**Question**

The table follows WSe₂ while its cell is scaled equally in all directions and the atoms relax inside it. ε_xx and ε_yy are the electronic dielectric constants for a field along the layers, ε_zz the one for a field across them; the volume is counted per atom.

The same calculations give the direct gap, the smallest energy that lifts an electron without changing its crystal momentum. On compression it widens from 1.22 eV at 23.244 Å³ to 1.98 eV at 18.859 Å³, but at 18.282 Å³ it drops back to 1.82 eV. Does the dielectric response break at this row too? Size the break and explain it.

Ansatz 0.2.0, r2SCAN with PAW potentials and no spin–orbit coupling, for bulk WSe₂ (P6₃/mmc); plane-wave cutoff 500 eV, 9 × 9 × 2 k mesh, fixed occupations. The cells are scaled from the r2SCAN+rVV10 structure, with the atoms relaxed at that level. The dielectric constants give the response of the electrons alone, with the atoms held in place.

| volume (Å³/atom) | c/a | shortest distance (Å) | electronic dielectric xx | electronic dielectric zz |
| --- | --- | --- | --- | --- |
| 18.282 | 3.9848 | 2.499 | 14.851 | 8.722 |
| 18.859 | 3.9848 | 2.507 | 14.653 | 7.988 |
| 19.448 | 3.9848 | 2.515 | 14.518 | 7.333 |
| 20.050 | 3.9848 | 2.523 | 14.448 | 6.791 |
| 20.663 | 3.9848 | 2.530 | 14.438 | 6.313 |
| 21.290 | 3.9848 | 2.538 | 14.493 | 5.901 |
| 21.928 | 3.9848 | 2.546 | 14.595 | 5.536 |
| 22.579 | 3.9848 | 2.554 | 14.750 | 5.216 |
| 23.244 | 3.9848 | 2.562 | 14.960 | 4.937 |

**Model answer**

The response does not break. A quadratic continuation from the next three rows meets the computed ε_xx at 18.282 Å³ almost exactly, and ε_zz also runs on smoothly within its stated error. The same continuation of the direct gap gives 2.09 eV, about 0.28 eV above the reported value. The irregularity therefore belongs to the gap alone, and what needs explaining is why the response ignores it.

A dilute gas of argon is a useful start. Its atoms keep their polarisability when the gas expands, so ε − 1 falls as one over the volume V. If WSe₂ did the same along its layers, ε_xx would sink to 1 + 253.2/23.244 ≈ 11.9 in the most expanded row, where the calculation gives 14.96. The analogy fails because atoms in a bonded layer share their electrons, and these electrons become easier to displace as the layer widens and flattens; the W–Se distance itself grows by only 2.5% while the cell edge grows by 8%.

Theory suggests the reason. A static field mixes filled with empty states of the same crystal momentum, and each such transition contributes its oscillator strength, a measure of how strongly it couples to the field, divided by its energy squared. As the direct gap narrows on expansion, the transitions near it should count for more, and increasingly so. Up to 20.663 Å³ the polarisability grows by 10% against 13% for the volume, so ε_xx falls; beyond, it grows by 17% against 12%, and ε_xx rises again.

A simple model treats distant transitions as a constant and lets those near the edge follow the direct gap E. It was fitted to all rows except 18.282 Å³, whose gap leaves the sequence:

V(ε_xx − 1) ≈ 216 + 160.8/E² (V in Å³, E in eV)

For the omitted row, the reported gap gives

216 + 160.8/1.817² ≈ 264.7, so ε_xx ≈ 1 + 264.7/18.282 ≈ 15.48.

The computed value is 14.85. The excess of 0.63 is the size of the break between gap and response, about eight times the stated error of ε_xx. To reproduce the computed response, the model needs a gap of 2.08 eV, close to the continued one.

The likeliest reading is that the reported gap at 18.282 Å³ no longer represents the transitions that make the response change with volume. In every row the smallest direct gap lies at the same crystal momentum, the zone corner K, so it has not moved to another point of the mesh. Another pair of bands may have come closest at K, with too little weight to matter in a sum over all crystal momenta. The value may also be faulty, because the calculation does not vouch for the band energies of the strained rows, whose empty bands are only loosely converged. This warning also covers seven of the eight gaps used in the fit, although those follow a nearly smooth sequence: its steps grow on compression to 0.118 and 0.124 eV, then shrink to 0.121 eV at 18.859 Å³, which may be a first sign of the same effect. Loose convergence alone would moreover be expected to leave an empty level too high, and so to widen the gap rather than narrow it. The highest filled and the lowest empty energy of the whole crystal, which lie away from K in this row, continue smoothly from the neighbouring rows. That speaks against a general failure of the bands but does not settle what happens at K. The outputs do narrow it down. In the four most expanded rows the lowest empty state sits at K, so the filled level there follows by subtracting the direct gap: it lies 0.45 eV below the highest filled energy at 23.244 Å³ and 0.28 eV below it at 21.290 Å³. Continued to 18.282 Å³, this margin is expected to have almost closed, so the filled level has no room to rise and the drop must lie mainly in the empty level at K. Whether that level is a real second band or a faulty value would need the band energies followed one by one, which are not available here.

Across the layers, geometry can account for most of the smooth fall in ε_zz. Layers and the spaces between them act like capacitors in series. If each layer is replaced by a slab that screens the field completely, 1/ε_zz = 1 − t/L, where L is the layer spacing and t the thickness of that slab. Expansion changes t little but nearly doubles the unscreened remainder, from about 0.7 to 1.4 Å. Taking t as the height of a layer between its selenium planes plus one constant, averaged over all rows, reproduces ε_zz to within 2.4%. Because the remainder is small, an error in the spacing is magnified: at fixed t, a spacing 1% too large would lower ε_zz by about 5% at 20.663 Å³. For a layered crystal the spacing should therefore be settled before ε_zz is trusted.

A true break in the response would be expected where filled and empty bands begin to overlap, because free carriers then appear, or where the atoms change their arrangement. Neither happens in these rows.

**Remarks on the reasoning**

The indirect gap, between states of different crystal momentum, invites a wrong answer. It peaks at 20.663 Å³, exactly where ε_xx is lowest. The peak is a kink: beyond this row the lowest empty state moves to K from another point of the mesh. But a uniform field does not connect such states, and the minimum is so shallow that its exact position is lost within the stated errors.

The agreement between 2.08 and 2.09 eV is a consistency check, not a proof, and its closeness is partly accidental, because the continuation leans on the slightly bent row at 18.859 Å³ and is probably somewhat low. Since ε_xx is itself smooth, any smooth relation would return a smooth gap. The fit agrees with the picture of transitions moving together, but the strengths of single transitions are not available to test it, and its two constants have no separate physical meaning. They would also shift with spin–orbit coupling, which is missing here and splits the upper valence band.

The rows should not be read as a pressure experiment. A real layered crystal yields mainly between its layers, whereas here the bonds within them are strained as well. The printed analysis below gives both models row by row.

Numerical output:

```
fit of Q on 8 rows (vol > min(vol)): constant 216 +/- 0.2, coefficient of u2 160.8 +/- 0.44; rms 0.148, worst 20.663 0.243, leave-one-out rms 0.217
  rows outside the fit (model, value, miss): 18.282 264.7, 253.2, 11.5
fit of Q on 8 rows (vol > min(vol)): constant 238.8 +/- 1.3, coefficient of u3 158.5 +/- 3.9; rms 1.31, worst 23.244 1.91, leave-one-out rms 2.07
  rows outside the fit (model, value, miss): 18.282 265.3, 253.2, 12
Gaps and models:
     row  direct gap eV  indirect gap eV  V(eps_xx-1) A3  eps_xx from gap  layer height A  screened thickness A  eps_zz model
  18.282          1.817            1.102           253.2            15.48           3.406                 5.588         8.926
  18.859          1.976             1.15           257.5            14.64           3.388                 5.579         8.068
  19.448          1.855            1.191           262.9            14.51            3.37                 5.564         7.369
   20.05          1.731            1.226           269.6            14.45           3.352                  5.55         6.789
  20.663          1.612            1.256           277.7            14.45            3.33                 5.533         6.283
   21.29          1.502            1.218           287.3             14.5            3.31                 5.515         5.867
  21.928          1.399            1.061           298.1             14.6            3.29                 5.494         5.508
  22.579          1.305           0.9107           310.5            14.75            3.27                 5.473         5.195
  23.244          1.219           0.7679           324.5            14.95           3.249                 5.452         4.917
Direct gap at 18.282 continued from the next three rows, eV: 2.094
Reported direct gap at 18.282 less continued one, eV: -0.2771
eps_xx at 18.282 computed less continued from the next three rows: -0.002
Largest third difference of eps_xx along the series: 0.018
Largest third difference of eps_zz along the series: 0.049
Volume change 18.282 to 20.663, percent: 13.02
V(eps_xx-1) change 18.282 to 20.663, percent: 9.654
Volume change 20.663 to 23.244, percent: 12.49
V(eps_xx-1) change 20.663 to 23.244, percent: 16.86
Largest miss in eps_xx of the 1/gap^2 model, fitted rows: 0.0126
Largest miss in eps_xx of the 1/gap^3 model, fitted rows: 0.1011
eps_xx at 18.282 from its reported gap less computed value: 0.6304
Direct gap at 18.282 that the 1/gap^2 model needs, eV: 2.08
Screened thickness beyond the Se-Se height, mean, A: 2.198
Largest error of eps_zz, height plus constant, percent: 2.334
Largest error of eps_zz, constant thickness, percent: 7.671
```
